Q: The table is about taking an electron away from BH4. Which electron leaves, and what does an error mean here?

A: BH4 has one unpaired electron, but that one stays. The electron that leaves comes from a filled pair, so the cation ends with two unpaired electrons of parallel spin. The gap is the energy of this cation less that of the neutral molecule, with the atoms held still. The column "this level less the best estimate at the basis limit" says how far each method lands from 13.039 eV, and a negative entry means that the electron comes off too easily.

Vertical ionisation of BH4 (doublet) to BH4+ (triplet) at the PBE0/def2-TZVP geometry, calculated with Ansatz 0.2.0 and AFQMC afq 1 (own program). The basis is cc-pVTZ except in rows marked CBS (basis-set limit); correlated wavefunction levels use UHF determinants and a frozen boron 1s core. The reference level for the best estimate is CCSDT(Q).

| level | this level less the best estimate at the basis limit (meV) | statistical noise, one standard error (meV) |
| --- | --- | --- |
| HF | -1323.0 | 0.000 |
| MP2 | -184.0 | 0.000 |
| CCSD | -112.0 | 0.000 |
| CCSD(T) | -68.0 | 0.000 |
| CCSDT | -67.0 | 0.000 |
| CCSDT(Q) | -65.0 | 0.000 |
| ph-AFQMC/HF | 33.0 | 29.000 |
| ph-AFQMC/CISD | -57.0 | 5.000 |
| released AFQMC | -61.0 | 3.000 |
| HF/CBS | -1329.0 | 0.000 |
| MP2/CBS | -100.0 | 0.000 |
| CCSD(T)/CBS | -3.0 | 0.000 |
| PBE | -152.0 | 0.000 |
| r2SCAN | -100.0 | 0.000 |
| PBE0 | -126.0 | 0.000 |
| B3LYP | -18.0 | 0.000 |
| wB97M-V | -28.0 | 0.000 |
| B2PLYP | -88.0 | 0.000 |

Q: Hartree–Fock is too low by 1323 meV, about a tenth of the whole gap. Why so much, and why in that direction?

A: Hartree–Fock lets each electron feel only the average field of the others. Real electrons also dodge one another from moment to moment, and this correlation lowers the energy. Electrons of like spin are already kept apart by the Pauli principle, which Hartree–Fock respects, so most of the neglected dodging is between electrons of opposite spin. The neutral molecule has one electron more, hence more such pairs, and neglecting them raises its energy more than the cation's. The two levels move closer together, and the gap comes out too small.

Q: Can I get the size from a count of pairs?

A: Yes, roughly. Outside the boron core the neutral has four electrons of one spin, called alpha, and three of the other, called beta. That makes $4\times3=12$ pairs of opposite spin and $6+3=9$ pairs of like spin. When a beta electron leaves, it takes four of the twelve and two of the nine with it.

MP2, the simplest correlation method in the table, gives the neutral 3.28 eV of correlation energy from opposite-spin pairs and 0.55 eV from like-spin pairs. If every pair of a kind counts the same, the loss is

$$
\Delta \approx \tfrac{4}{12}\times 3.28\ \text{eV}+\tfrac{2}{9}\times 0.55\ \text{eV}\approx 1.22\ \text{eV}.
$$

Here $\Delta$ is the amount by which correlation should widen the gap.

Q: And what does MP2 itself find?

A: Its gap is 1139 meV wider than that of Hartree–Fock in the same basis, so the count is about 7 % too high. The estimate used the neutral molecule alone; neither gap went into it. It treats all pairs of a kind as equal and assumes that those left behind in the cation keep their energies, and neither is strictly true. It therefore explains the electronvolt, but it can't explain the tens of meV that separate the better methods.

Q: Then let me ask about those. MP2 recovers only part of the neutral's correlation energy. How can its gap be so much better than its energies?

A: Because most pairs are present in both states, and an error made in both drops out of the difference. Take CCSDT(Q), the highest coupled-cluster level here, as the yardstick in the same basis. MP2 places the neutral 858 meV too high and the cation 739 meV too high, which leaves only 119 meV of error in the gap. The departing electron took more than a quarter of the pairs along, yet the error falls by only about a seventh. Either the pairs that left were ones that MP2 treats better than average, or it treats the remaining pairs somewhat worse in the cation. The total energies can't say which, but both would help the gap.

In CCSD, too, much of the error cancels, on a smaller scale, with a gap 47 meV below the yardstick. Adding triple excitations, in which three electrons dodge together, brings CCSD(T) to within 3 meV of it. From there on the method is no longer what limits the result.

Q: But CCSDT(Q) itself is still off by 65 meV. If the method is so good, where does that come from?

A: From the basis set, the finite supply of functions from which the orbitals are built. Where two electrons meet, the exact wavefunction has a sharp crease, and smooth orbital functions reproduce it slowly. Each correlated pair therefore misses a little of its correlation energy in a modest basis. The neutral has more pairs and misses more, so the gap is again too small, for the same reason as in Hartree–Fock but on a far smaller scale.

Q: Do the numbers show this, or is it only theory?

A: The crease is theory, but the table shows that the effect sits in the correlation. Going to the basis limit widens the CCSD(T) gap by 65 meV, while the Hartree–Fock gap changes by only 6 meV, and in the other direction. If the smaller basis described the orbitals of one state much worse than those of the other, the Hartree–Fock gap should have moved as well. That test has a limit: the runs carry a warning that the upper state may be diffuse, which makes the gap depend on the basis. The basis limit comes from def2-TZVPP and def2-QZVPP, without added diffuse functions, so a lack of these could go unseen here and shift the best estimate too.

One row must be read with care. CCSD(T) at the limit looks nearly perfect, at $-3$ meV, but the best estimate is that very value plus the small step from CCSD(T) to CCSDT(Q). Its closeness is built in and isn't an independent success.

Q: Six rows lie closer to zero than CCSDT(Q). One of them is the phaseless AFQMC walk with the plain Hartree–Fock trial, at $+33$ meV. Is it the better method?

A: No, it has two errors of opposite sign. AFQMC samples the wavefunction with random walkers, and the phaseless version steers them with a trial wavefunction, which leaves a bias if the trial is poor. Against CCSDT(Q) in the same basis this walk puts the gap $98\pm29$ meV too high. The basis pulls it down by about 65 meV, and the sum looks respectable.

Q: How do you know that the trial is to blame?

A: Change it, and most of the deviation goes. With the richer CISD trial the gap lies only 8 meV above CCSDT(Q), and with the constraint released 4 meV, both within two standard errors. The CISD walk is the more independent evidence, because CCSDT(Q) was accepted as the reference only if it and the released walk agreed within 25 to 40 meV. Those two walks then show nearly the same total error as CCSDT(Q), because they share its basis.

The bias of the plain trial is also uneven. It raises the neutral by $33\pm21$ meV and the cation by $131\pm20$ meV, so here the error doesn't cancel as it did for MP2. Why a single determinant guides the cation so much less well remains open.

Q: What about the density functionals? They are all too low, and PBE is the worst, at $-152$ meV.

A: Basis error is a weaker excuse for them. Apart from B2PLYP, which contains an MP2 part, they don't build correlation from electron pairs, so their gaps should settle with the basis about as fast as that of Hartree–Fock. The usual explanation for PBE is delocalisation error: an approximate functional makes a positive charge that is spread over several bonds too stable, and the cation becomes too cheap. Exact exchange, borrowed from Hartree–Fock, is the standard remedy.

Q: Does the remedy work?

A: In PBE0, only a little. This functional, which replaces a quarter of PBE's exchange by exact exchange, raises the gap by 26 meV. r2SCAN has no exact exchange at all and still comes closer, at $-100$ meV. On the other hand, wB97M-V, with full exact exchange at long range, is off by only 28 meV, as one would expect if the remedy worked; but it differs from PBE in much else, so the table can't settle how much exact exchange helps. So delocalisation error may contribute, but the share of exact exchange doesn't set the order of the functionals.

Q: B3LYP is off by only 18 meV. What does it do differently?

A: Its gap lies 108 meV above that of PBE0, although it contains slightly less exact exchange. A plausible part of the reason is its local correlation term, which here is the RPA form. That form is known to give too much correlation energy per electron, so removing an electron costs more. This is the pair argument in reverse, since too much correlation widens the gap where too little narrows it. A run with another local term would test the idea; until then, B3LYP's small error is no evidence that its physics is right.

Q: So how should I choose a method if the smallest number in the column can mislead me?

A: Split the error in two. First compare the methods in one basis with the best level you can afford; the printed output after this text lists those differences. Then add to the gap of that best level its change towards the basis limit, and if you can't compute this change at the same level, take it from a cheaper wavefunction method that includes correlation. For BH4, MP2 gives that change as 84 meV where CCSD(T) gives 65 meV, which is a usable guide, whereas Hartree–Fock would tell you that there is almost nothing to correct.

Printed output of the fit:

```
basis shift of the gap, HF, cc-pVTZ to limit, meV: -6
basis shift of the gap, MP2, cc-pVTZ to limit, meV: 84
basis shift of the gap, CCSD(T), cc-pVTZ to limit, meV: 65
gap less CCSDT(Q) in cc-pVTZ, HF, meV: -1258
gap less CCSDT(Q) in cc-pVTZ, MP2, meV: -119
gap less CCSDT(Q) in cc-pVTZ, CCSD, meV: -47
gap less CCSDT(Q) in cc-pVTZ, CCSD(T), meV: -3
gap less CCSDT(Q) in cc-pVTZ, phaseless with HF trial, meV: 98
gap less CCSDT(Q) in cc-pVTZ, phaseless with CISD trial, meV: 8
gap less CCSDT(Q) in cc-pVTZ, released AFQMC, meV: 4
rows with a smaller absolute error than CCSDT(Q), count: 6
MP2 correlation lost with one beta electron, estimate from average pairs, meV: 1216
MP2 less HF gap in cc-pVTZ, meV: 1139
neutral energy above CCSDT(Q), MP2, meV: 857.7
cation energy above CCSDT(Q), MP2, meV: 738.7
neutral energy above CCSDT(Q), CCSD, meV: 158.8
cation energy above CCSDT(Q), CCSD, meV: 111.8
neutral energy above CCSDT(Q), phaseless with HF trial (noise 21), meV: 33.17
cation energy above CCSDT(Q), phaseless with HF trial, meV: 131.2
noise of that cation energy, meV: 20.14
PBE0 less PBE gap, meV: 26
B3LYP less PBE0 gap, meV: 108
```
